Why does caesium pay about 0.1 eV per atom to sit in a simple cubic array and 0.3 eV to sit in the diamond structure, while swapping one close packing for another costs only a few thousandths of an eV? Three answers suggest themselves: open structures lack bonds, they have the wrong density, or they spread the ions badly through the sea of electrons.

Caesium in six crystal structures, each relaxed without spin polarisation in Ansatz 0.2.0 (LDA, scalar-relativistic plane-wave PAW with datasets made for PBE, 420 eV cutoff, 0.1 eV Fermi-Dirac smearing). Energies are extrapolated to zero smearing and count from the lowest structure listed; volumes and bulk moduli come from third-order Birch-Murnaghan fits.

| structure | space group of the relaxed cell | neighbours within 15 % of the shortest distance | k mesh | energy above lowest (meV/atom) | neighbour distance (Å) | volume per atom (Å³) | bulk modulus (GPa) |
| --- | --- | --- | --- | --- | --- | --- | --- |
| fcc | Fm-3m | 12 | 9×9×9 | 0 | 5.143 | 96.21 | 2.48 |
| dhcp | P6_3/mmc | 12 | 8×8×3 | 3 | 5.138 | 96.78 | 2.45 |
| hcp | P6_3/mmc | 12 | 8×8×5 | 4 | 5.138 | 96.62 | 2.40 |
| omega (AlB2-type) | P6/mmm | 14 | 5×5×7 | 9 | 4.921 | 96.69 | 2.41 |
| simple cubic | Pm-3m | 6 | 8×8×8 | 105 | 4.737 | 107.56 | 1.97 |
| diamond | Fd-3m | 4 | 6×6×6 | 286 | 4.592 | 157.16 | 0.89 |

The first answer is the tempting one, because simple cubic and diamond have few neighbours and short distances, as if fewer bonds had each grown stronger. The shortening is weak evidence, however. At the density of fcc, a simple cubic array must have its neighbours at $96.21^{1/3}=4.58$ Å, closer than in fcc, whatever holds it together.

The energies give a sharper test. Let the binding grow as $Z^p$, where $Z$ is the number of nearest neighbours; $p=1$ means independent bonds, and $p=1/2$ is the second-moment model, in which bonds weaken as they crowd. The cost of diamond divided by that of simple cubic is then 1.33 for $p=1$ and rises to only 1.58 as $p$ approaches zero. The table gives 2.72, so no positive power of the nearest-neighbour count can work, though bonds that reach beyond the first shell remain possible.

The second answer can be tested by stretching fcc, with its own bulk modulus, to the volume of the open structure. For simple cubic this costs 9 meV of the 105 meV in the table, so density is a minor matter there. For diamond it costs roughly 0.1 eV, though that value extends the fcc curve far beyond the cells that were calculated. Even there, low density is not the cause: diamond expands because this lowers its energy, and in the runs squeezing it back towards the density of fcc makes it costlier still.

The third answer starts from a limiting case. Each caesium atom gives one electron to the common sea and leaves an ion of charge +1. If every ion sat at the centre of its own neutral sphere of radius $r_s$, the electrostatic energy would be $-1.8/r_s$, in rydberg with $r_s$ in bohr. Real atomic cells have corners, where electrons lie farther from their ion, so the energy becomes $-A/r_s$ with $A$ below 1.8. Close packing has nearly round cells and reaches about 1.79; as a rule, the less round the cell, the smaller $A$ and, at equal density, the higher the energy.

Simple cubic serves as the worked case. The fcc volume gives $r_s=(3V/4\pi)^{1/3}$, about 2.8 Å or 5.4 bohr, and lattice geometry makes $A$ smaller than in fcc by 0.032. The cost at equal density is therefore

$$\Delta E\approx\frac{0.032}{5.4}\times13.6\ \text{eV}\approx0.08\ \text{eV}.$$

The energy of simple cubic doesn't enter this estimate. The full calculation at that same density gives 113 meV, so the estimate reaches about 70 % of it. The gap is the net effect of what the model leaves out, such as the way the electrons rearrange around the ions and the repulsion between the ions' closed shells. These effects may partly cancel, and the runs don't separate them.

Omega adds a modest clue. Its printed 14 neighbours belong to one atom in three; the other two have 11, and their closest contacts are shorter than the printed distance. The average is 12, as in fcc, so counting neighbours predicts almost no cost, whereas the point ions give 7 meV and the table 9 meV. That is only a little above the uncertainty of a few meV, which also leaves the order of fcc, dhcp and hcp open. The table lacks bcc, the structure of caesium at ambient conditions, so it can't show which structure is the most stable.

For diamond the point ions give 306 meV against 286 meV in the table, which looks better than it is. The ratio that told against the bonds isn't met here either: the point ions make diamond 3.8 times as costly as simple cubic, against 2.72 in the table. The estimate is made at the density of fcc, whereas the value in the table belongs to a far more open crystal. Given the stiffness of fcc, the model would expand diamond by only 7 %, while the calculation expands it by 63 %. At fcc density the neighbours in diamond would be only 3.97 Å apart, compared with 5.14 Å in fcc. The closed shells of the ions may then help to push the crystal open, a repulsion that point charges lack, but these runs don't isolate it.

The numbers thus rule out a binding that follows a simple power of the nearest-neighbour count, and they make density a small part of the simple cubic cost. That electrostatics is the main cause rests on theory, supported by an estimate of the right size. The printed output after this text compares it with a square-root bond model whose single energy scale was fitted to all six rows; the typical miss is 13 meV for the point ions, a figure flattered by diamond, and 32 meV for the bonds.

In practice, for a first guess near zero pressure, judge a proposed packing of caesium by how round its atomic cells are, not by its count of contacts. The formula comes within about a quarter of the listed energy for omega, simple cubic and diamond, though for diamond this is partly luck, since the densities differ so much. It should not be used for volumes. Absolute volumes from the table need care as well, since LDA tends to make alkali metals too dense. The energy estimate hardly suffers from this, because $r_s$ follows the cube root of the volume: an error of 10 % in volume shifts it by about 3 %.

Numerical output:

```
fit of energy_above_lowest on 6 rows: coefficient of loss 573.5 +/- 67; rms 31.6, worst simple cubic 63, leave-one-out rms 66.9
Energies in meV/atom and expansion against fcc in %:
                row  computed  point_ions  root_of_neighbours  stretched_fcc  expansion_point_ions  expansion_computed
                fcc         0           0                   0              0                     0                   0
               dhcp         3           0                   0        0.02588                     0              0.5925
                hcp         4           0                   0        0.01343                     0              0.4262
  omega (AlB2-type)         9       6.869                   0        0.01838                0.1537              0.4989
       simple cubic       105       79.99                 168            8.6                  1.79                11.8
            diamond       286       306.1               242.4          107.4                 6.851               63.35
Energy of diamond over that of simple cubic, computed: 2.724
Same ratio, binding as neighbour number: 1.333
Same ratio, binding as its square root: 1.443
Same ratio, upper limit for any positive power: 1.585
Same ratio, point ions: 3.827
Lattice constant of omega from its run (Ry bohr): 1.789
Rms miss of point ions (meV/atom): 13.29
Simple cubic above fcc at equal density, computed (meV/atom): 113.2
Share of it given by point ions (%): 70.66
Diamond cell whose energy is listed (A^3/atom): 149.1
Neighbour distance in diamond at fcc density (A): 3.968
Neighbour distance in diamond at its fitted volume (A): 4.674
hcp above fcc in free energy at the smearing used (meV/atom): 1.5
```
